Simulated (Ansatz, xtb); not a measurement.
Two conformers of CH6BFN

Structure a: `[CH2][NH2+][BH2-]F`, a doublet. Structure b: `[CH2][NH2+][BH2-]F`, a doublet. Both are isolated molecules in the gas phase, relaxed with B3LYP-D3(BJ)/def2-SVP.

a (Å):

```yaml
atoms:
  - { symbol: C, position_ang: [-0.7194, 0.9304, 2.3088] }
  - { symbol: B, position_ang: [-0.2883, -1.6642, 1.7285] }
  - { symbol: F, position_ang: [-1.2024, -2.6980, 1.5929] }
  - { symbol: N, position_ang: [-1.3496, -0.3268, 2.1012] }
  - { symbol: H, position_ang: [-0.3659, 1.4483, 1.4167] }
  - { symbol: H, position_ang: [-0.2040, 1.0627, 3.2605] }
  - { symbol: H, position_ang: [-1.8684, -0.6412, 2.9257] }
  - { symbol: H, position_ang: [-2.0097, -0.3048, 1.3191] }
  - { symbol: H, position_ang: [0.2387, -1.2986, 0.6877] }
  - { symbol: H, position_ang: [0.4183, -1.7244, 2.7242] }
```

b (Å):

```yaml
atoms:
  - { symbol: C, position_ang: [-1.7840, -0.9392, -0.9023] }
  - { symbol: B, position_ang: [0.0166, 0.5305, 0.4017] }
  - { symbol: F, position_ang: [1.0373, -0.0622, -0.3201] }
  - { symbol: N, position_ang: [-1.2312, -0.6793, 0.3847] }
  - { symbol: H, position_ang: [-1.1257, -1.4498, -1.6056] }
  - { symbol: H, position_ang: [-2.5167, -0.2170, -1.2646] }
  - { symbol: H, position_ang: [-1.9355, -0.3600, 1.0539] }
  - { symbol: H, position_ang: [-0.7805, -1.5095, 0.7797] }
  - { symbol: H, position_ang: [0.2225, 0.6194, 1.6081] }
  - { symbol: H, position_ang: [-0.5192, 1.4888, -0.1359] }
```

Energies in hartree; the thermal terms are from B3LYP-D3(BJ)/def2-SVP harmonic frequencies (ideal gas, rigid rotor, one conformer each, 298.15 K, 1 atm) and include the zero-point energy:

```
                              a           b
E, CCSD(T)/def2-SVP  −220.405892  −220.406244
    E, MP2/def2-SVP  −220.347745  −220.348084
  E, MP2/def2-TZVPP  −220.766421  −220.766478
  zero-point energy     0.077911     0.078060
       H(298 K) − E     0.084660     0.084697
       G(298 K) − E     0.048826     0.049221
```

Task: Correct the CCSD(T) difference for the basis set by the MP2 change, then work out ΔE, ΔE₀, ΔH and ΔG for a → b in kcal/mol (1 Eh = 627.51 kcal/mol) and the equilibrium ratio [b]/[a].

Result: 1. Differences b − a: CCSD(T) −0.000352, MP2 in the small set −0.000339, MP2 in the large set −0.000057 Eh.
2. ΔE = −0.000352 + (−0.000057 − (−0.000339)) = −0.000070 Eh = −0.04 kcal/mol.
3. ΔE₀ = ΔE + ΔZPE = −0.000070 + (+0.000149) Eh = +0.05 kcal/mol.
4. ΔH = ΔE + (+0.000037) Eh = −0.02 kcal/mol.
5. ΔG = ΔE + (+0.000395) Eh = +0.20 kcal/mol, so ΔS = (ΔH − ΔG)/T = −3.2 J/(mol K).
6. kT = 0.9442 mEh, so K = [b]/[a] = exp(−ΔG/kT) = exp(−0.34) ≈ 0.71.

The two are too close for this level to say which is favoured. An error of 1 kcal/mol in ΔG would change K by a factor of 5.4. Mirror images and further conformers aren't counted.

Other levels gave ΔE = −0.3 (B3LYP-D3(BJ)/def2-SVP); 0.0 (HF/def2-SVP); −0.2 (MP2/def2-SVP); −0.2 (CCSD(T)/def2-SVP) kcal/mol. Open shells are spin-unrestricted. The correlated steps freeze 4 core orbitals. Programs: Ansatz 0.2.0.

The conformers differ by rotation about the B–N bond: fluorine is anti to the CH2 group in a and gauche to it in b. Electronically they are almost degenerate, and the small free-energy preference for a comes mainly from the entropy term, which suggests slightly stiffer soft torsions in b.

The near-degeneracy has a plausible structural origin. In both geometries the formally singly occupied carbon p orbital lies nearly parallel to the N–B bond, so hyperconjugation with that σ bond survives the rotation. What changes is mostly the contact between the negatively polarised fluorine and the N–H and C–H hydrogens. Anti places fluorine near two N–H bonds, whereas gauche gives up one of these contacts for a weaker one with CH2, probably offset by other small electrostatic and steric terms. The larger basis removes most of b's MP2 advantage, perhaps because superposition error favours the more compact gauche form.

Because b is chiral and a is effectively mirror-symmetric, including both gauche enantiomers would double the computed ratio and tip the population towards gauche.
